\section*{The Bloch--Messiah--Zumino decomposition on a three-dot Kitaev chain}

A mean-field model of a semiconductor--superconductor device has a Hamiltonian quadratic in electron operators. Its quasiparticles mix electrons and holes over all sites. The theorem of Bloch and Messiah (1962) and Zumino (1962) shows that this mixing is always two ordinary basis changes with a set of independent pair rotations between them.

\subsection*{Statement and conventions}

Let $c_l^\dagger$, $l=1,\dots,M$, create fermions, and define quasiparticles by
\begin{equation}
\beta_k^\dagger=\sum_l\left(U_{lk}c_l^\dagger+V_{lk}c_l\right),\qquad
W=\begin{pmatrix}U&V^*\\V&U^*\end{pmatrix}.
\end{equation}
The $\beta_k$ are fermions if and only if $W$ is unitary. The theorem states that
\begin{equation}
U=D\,\bar U\,C,\qquad V=D^*\,\bar V\,C,
\end{equation}
with $D$ and $C$ unitary and $\bar U,\bar V$ real and block diagonal. A paired block has $\bar U=u\,\mathbf 1_2$ and $\bar V=v\,i\sigma_y=v\left(\begin{smallmatrix}0&1\\-1&0\end{smallmatrix}\right)$, with $u,v>0$ and $u^2+v^2=1$. An empty level has $(\bar U,\bar V)=(1,0)$ and a filled level $(0,1)$. There are three steps. $D$ defines new orbitals $b_k^\dagger=\sum_l D_{lk}c_l^\dagger$. The blocks define $\alpha_k^\dagger=u\,b_k^\dagger-v\,b_{\bar k}$ and $\alpha_{\bar k}^\dagger=u\,b_{\bar k}^\dagger+v\,b_k$. $C$ mixes these, $\beta_k^\dagger=\sum_l C_{lk}\alpha_l^\dagger$. Since $C$ never mixes $\alpha$ with $\alpha^\dagger$, it leaves the vacuum alone:
\begin{equation}
|\Phi\rangle=\prod_{i\ \mathrm{filled}}b_i^\dagger\prod_{\mathrm{pairs}}\left(u_k+v_k\,b_k^\dagger b_{\bar k}^\dagger\right)|0\rangle .
\end{equation}

\subsection*{Why it holds}

The vacuum has density matrix $\rho_{ll'}=\langle c_{l'}^\dagger c_l\rangle=(V^*V^T)_{ll'}$ and pairing tensor $\kappa_{ll'}=\langle c_{l'}c_l\rangle=(V^*U^T)_{ll'}$, which is antisymmetric. Unitarity of $W$ gives $U^TU^*=1-V^TV^*$ and $U^*U^T=1-VV^\dagger$, and therefore
\begin{equation}
\rho-\rho^2=\kappa\kappa^\dagger,\qquad \rho\kappa=\kappa\rho^* .
\end{equation}
Diagonalise $\rho$; its eigenvectors are the natural orbitals, with occupations $n_i$. In that basis the second relation reads $(n_i-n_j)\kappa_{ij}=0$, so pairing connects only orbitals of equal occupation. The first relation gives $\kappa\kappa^\dagger=n(1-n)\mathbf 1$ within each eigenspace. For $n=0$ or $1$, $\kappa$ vanishes. For $0<n<1$, $\kappa$ is antisymmetric and invertible, so the eigenspace has even dimension, and a unitary rotation inside it brings $\kappa$ to blocks $uv\,i\sigma_y$ with $v^2=n$. These particular natural orbitals are the columns of $D$. The $\alpha_k$ built from them reproduce $\rho$ and $\kappa$, hence annihilate the same vacuum as the $\beta_k$, and the two sets differ by the unitary $C=\bar U^TD^\dagger U+\bar V^TD^TV$. A paired block has determinant $+1$ in $W$ and a filled level $-1$, so $\det W$ is the electron-number parity of $|\Phi\rangle$. For odd $M$ at least one level must be exactly empty or exactly filled.

\subsection*{The model}

Take three spin-polarised quantum dots in an InSb nanowire, linked through short segments under aluminium. Each link gives a tunnelling amplitude $t$ and a pair amplitude $\Delta$. Let both links have $\Delta=t$, real (no superconducting phase difference), put the middle dot at the Fermi level and detune the outer dots by $\varepsilon>0$:
\begin{equation}
H=\varepsilon(n_1+n_3)-t\sum_{j=1}^{2}\left(c_j^\dagger c_{j+1}+c_j^\dagger c_{j+1}^\dagger+\mathrm{h.c.}\right).
\end{equation}
Couplings of tens of $\mu$eV are typical of such chains. The assumed inputs are $t=20~\mu$eV and $\varepsilon=30~\mu$eV, and all numbers below are the model's. With $a=(c_1-c_3)/\sqrt2$, $s=(c_1+c_3)/\sqrt2$, $m=c_2$ and $g=\sqrt2\,t$,
\begin{equation}
H=\varepsilon(a^\dagger a+s^\dagger s)-g(s^\dagger m+m^\dagger s)-g(a^\dagger m^\dagger+ma).
\end{equation}

\subsection*{Exact many-body states}

The even states $|0\rangle$, $a^\dagger m^\dagger|0\rangle$, $a^\dagger s^\dagger|0\rangle$ close under $H$. So do the odd states $m^\dagger|0\rangle$, $s^\dagger|0\rangle$, $a^\dagger m^\dagger s^\dagger|0\rangle$. Both sets give the same matrix,
\begin{equation}
\begin{pmatrix}0&-g&0\\-g&\varepsilon&-g\\0&-g&2\varepsilon\end{pmatrix}=\varepsilon-\varepsilon S_z-2tS_x ,
\end{equation}
a spin 1 in a field of size $\Omega=\sqrt{\varepsilon^2+4t^2}$ at angle $\cos\theta=\varepsilon/\Omega$, $\sin\theta=2t/\Omega$. Its eigenvalues are $\varepsilon-\Omega$, $\varepsilon$, $\varepsilon+\Omega$. The two remaining states, $m^\dagger s^\dagger|0\rangle$ and $a^\dagger|0\rangle$, have energy $\varepsilon$. The lowest eigenvector is
\begin{equation}
\left(\tfrac{1+\cos\theta}{2},\ \tfrac{\sin\theta}{\sqrt2},\ \tfrac{1-\cos\theta}{2}\right).
\end{equation}
Here $\Omega=50~\mu$eV (12.1 GHz, 0.58 K), $\cos\theta=0.6$, $\sin\theta=0.8$, the vector is $(0.8,\,0.5657,\,0.2)$, and an even and an odd ground state share the energy $-20~\mu$eV.

The even state already has the BCS form. Factoring out $a^\dagger$,
\begin{equation}
|\Phi_e\rangle=(u+v\,a^\dagger d^\dagger)|0\rangle,\qquad d^\dagger=\sin\varphi\,m^\dagger+\cos\varphi\,s^\dagger,
\end{equation}
\begin{equation}
u=\frac{1+\cos\theta}{2},\quad v^2=\frac{(1-\cos\theta)(3+\cos\theta)}{4},\quad \cos\varphi=\frac{1-\cos\theta}{2v},\quad \sin\varphi=\frac{\sin\theta}{\sqrt2\,v}.
\end{equation}
The third orbital, $z^\dagger=-\cos\varphi\,m^\dagger+\sin\varphi\,s^\dagger$, is exactly empty. Numerically $u=0.8$, $v=0.6$, $\cos\varphi=1/3$, $\sin\varphi=2\sqrt2/3$.

\subsection*{Quasiparticles and the three factors}

Solve $[H,\beta^\dagger]=E\beta^\dagger$. The commutators $[H,m^\dagger]=-gs^\dagger+ga$, $[H,s^\dagger]=\varepsilon s^\dagger-gm^\dagger$ and $[H,a]=-\varepsilon a+gm^\dagger$ close on three operators, with eigenvalues $0,\pm\Omega$. The adjoint of the $-\Omega$ solution has energy $+\Omega$. With a choice of overall signs,
\begin{align}
\beta_1^\dagger&=u\,a^\dagger-\tfrac{\sin\theta}{\sqrt2}\,m-(1-u)\,s, & E_1&=\Omega,\\
\beta_2^\dagger&=\tfrac{\sin\theta}{\sqrt2}\,m^\dagger-u\,s^\dagger+(1-u)\,a, & E_2&=\Omega,\\
\beta_3^\dagger&=\cos\theta\,m^\dagger+\tfrac{\sin\theta}{\sqrt2}\,(s^\dagger+a), & E_3&=0.
\end{align}
All three $\beta_k$ annihilate $|\Phi_e\rangle$. In the dot basis (rows are dots, columns quasiparticles), with $\eta=\sqrt2/10=0.1414$,
\begin{equation}
U=\begin{pmatrix}4\eta&-4\eta&0.4\\0&4\eta&0.6\\-4\eta&-4\eta&0.4\end{pmatrix},\qquad
V=\begin{pmatrix}-\eta&\eta&0.4\\-4\eta&0&0\\-\eta&-\eta&-0.4\end{pmatrix}.
\end{equation}
Now set $\alpha_1^\dagger=ua^\dagger-vd$, $\alpha_2^\dagger=ud^\dagger+va$, $\alpha_3^\dagger=z^\dagger$. Matching coefficients gives $\beta_1^\dagger=\alpha_1^\dagger$, $\beta_2^\dagger=\cos\varphi\,\alpha_2^\dagger-\sin\varphi\,\alpha_3^\dagger$ and $\beta_3^\dagger=\sin\varphi\,\alpha_2^\dagger+\cos\varphi\,\alpha_3^\dagger$. With the columns of $D$ ordered $a,d,z$,
\begin{equation}
D=\begin{pmatrix}\frac1{\sqrt2}&\frac1{3\sqrt2}&\frac23\\[2pt]0&\frac4{3\sqrt2}&-\frac13\\[2pt]-\frac1{\sqrt2}&\frac1{3\sqrt2}&\frac23\end{pmatrix},\quad
C=\begin{pmatrix}1&0&0\\0&\frac13&\frac{2\sqrt2}3\\[2pt]0&-\frac{2\sqrt2}3&\frac13\end{pmatrix},
\end{equation}
\begin{equation}
\bar U=\begin{pmatrix}0.8&0&0\\0&0.8&0\\0&0&1\end{pmatrix},\qquad
\bar V=\begin{pmatrix}0&0.6&0\\-0.6&0&0\\0&0&0\end{pmatrix}.
\end{equation}
The products $D\bar UC$ and $D\bar VC$ ($D$ is real) return $U$ and $V$ exactly: one paired block, one empty level, $\det W=+1$. The natural occupations are $0.36$, $0.36$, $0$, the pair amplitude is $uv=0.48$ and $\langle N\rangle=2v^2=0.72$. The energy follows from these alone:
\begin{equation}
\langle H\rangle=\varepsilon v^2(1+\cos^2\varphi)-2g\,v^2\sin\varphi\cos\varphi-2g\,uv\sin\varphi ,
\end{equation}
that is $12-6.4-25.6=-20~\mu$eV. The $\alpha_k$ fix the state but need not have sharp energies; $\alpha_2$ and $\alpha_3$ do not, and $C$ supplies the rotation to energy eigenmodes.

\subsection*{The odd state: a filled level}

Because $E_3=0$, $\beta_3$ may be swapped with $\beta_3^\dagger$. This exchanges the third columns of $U$ and $V$, giving $U',V'$ with $\det W'=-1$. The new vacuum is the odd ground state. Collecting its one-electron part into a single orbital $f$,
\begin{equation}
|\Phi_o\rangle=(u'+v'a^\dagger p^\dagger)f^\dagger|0\rangle,\qquad v'=\frac{1-\cos\theta}{2},\qquad u'=\sqrt{1-v'^2},
\end{equation}
where $p$ is the combination of $m$ and $s$ with $p^\dagger f^\dagger=m^\dagger s^\dagger$. Here $v'=0.2$, $u'=0.9798$, and on the dots $f=(1,2,1)/\sqrt6$, $p=(-1,1,-1)/\sqrt3$. With $D'=(a,p,f)$, $\bar U'=u'\mathbf 1_2\oplus0$ and $\bar V'=v'i\sigma_y\oplus1$,
\begin{equation}
C'=\begin{pmatrix}\sqrt{2/3}&0&\sqrt{1/3}\\0&1&0\\-\sqrt{1/3}&0&\sqrt{2/3}\end{pmatrix}.
\end{equation}
The occupations are $0.04$, $0.04$, $1$ and $\langle N\rangle=1.08$. Changing parity did more than fill $z$: the natural orbitals and the pair amplitude changed too. $U'$ is singular, so a code that forms a pair wavefunction by inverting $U$ fails in this sector, while the decomposition does not.

\subsection*{What a device engineer reads off}

The diagonal of $\rho$ gives the electron number per dot: $(0.20,\,0.32,\,0.20)$ in the even state and $(0.20,\,0.68,\,0.20)$ in the odd one. The difference, $\cos^2\theta=0.36$, sits on the middle dot, where the two Majorana operators overlap:
\begin{align}
\beta_3^\dagger+\beta_3&=\sin\theta\,(c_1^\dagger+c_1)+\cos\theta\,(c_2^\dagger+c_2),\\
\beta_3^\dagger-\beta_3&=\cos\theta\,(c_2^\dagger-c_2)+\sin\theta\,(c_3^\dagger-c_3).
\end{align}
A gate drift $\varepsilon_2n_2$ therefore splits the states by $E_o-E_e=\varepsilon_2\cos^2\theta$ at first order. For an assumed $\varepsilon_2=1~\mu$eV this is $0.36~\mu$eV; numerical diagonalisation of the model gives $0.35997~\mu$eV. At $\varepsilon=0$ the slope vanishes. Two omitted effects can rival this splitting. An interdot repulsion $K\,n_2(n_1+n_3)$ has expectation values $0.32K$ (even) and $0.08K$ (odd), so it shifts $E_o-E_e$ by $-0.24K$ at first order and cancels the drift at $K=1.5~\mu$eV. The term equals $K\,m^\dagger m\,(a^\dagger a+s^\dagger s)$, so both three-state sets still close under $H$ and only diagonal entries change: $+K$ on $a^\dagger m^\dagger|0\rangle$ and $+2K$ on $a^\dagger m^\dagger s^\dagger|0\rangle$. The exact ground states keep the forms of $|\Phi_e\rangle$ and $|\Phi_o\rangle$, and the decomposition applies to each exactly, with changed amplitudes and orbitals. This is special to $M\le3$, where every pure state of definite parity is a quasiparticle vacuum; other states first occur at $M=4$. What is lost is a single quadratic Hamiltonian, with one set of additive quasiparticle energies for both parity sectors. Additive energies of three modes require $\mathrm{Tr}\,[(-1)^NH^2]=0$, whereas here the trace is $-2K(2\varepsilon+K)$. At an assumed electron temperature of 30 mK, $k_BT=2.6~\mu$eV lies well below $\Omega$ but above the splitting.

\subsection*{Bosons}

For bosons the same definition of $U,V$ requires $U^\dagger U-V^\dagger V=1$, and $\kappa$ is symmetric. A symmetric matrix is diagonalised by a unitary congruence, so the blocks are $1\times1$: $U=D\cosh r\,C$ and $V=D^*\sinh r\,C$ with $r$ diagonal and non-negative. Occupations $\sinh^2r_k$ are unbounded and need not come in equal pairs, and no filled level exists. For one mode, $H=\omega b^\dagger b+\tfrac\lambda2(b^2+b^{\dagger2})$ with $0\le\lambda<\omega$ has $[H,b^\dagger]=\omega b^\dagger+\lambda b$ and $[H,b]=-\omega b-\lambda b^\dagger$. Then $\beta^\dagger=\cosh r\,b^\dagger+\sinh r\,b$ is an eigenmode if $\tanh2r=\lambda/\omega$, with $E=\sqrt{\omega^2-\lambda^2}$. Assumed values $\omega=50~\mu$eV and $\lambda=30~\mu$eV give $\tanh r=1/3$, $E=40~\mu$eV and $\langle b^\dagger b\rangle=0.125$. A fermion mode cannot be squeezed alone, since $c^{\dagger2}=0$, and this is why the smallest fermionic pairing block holds two orbitals.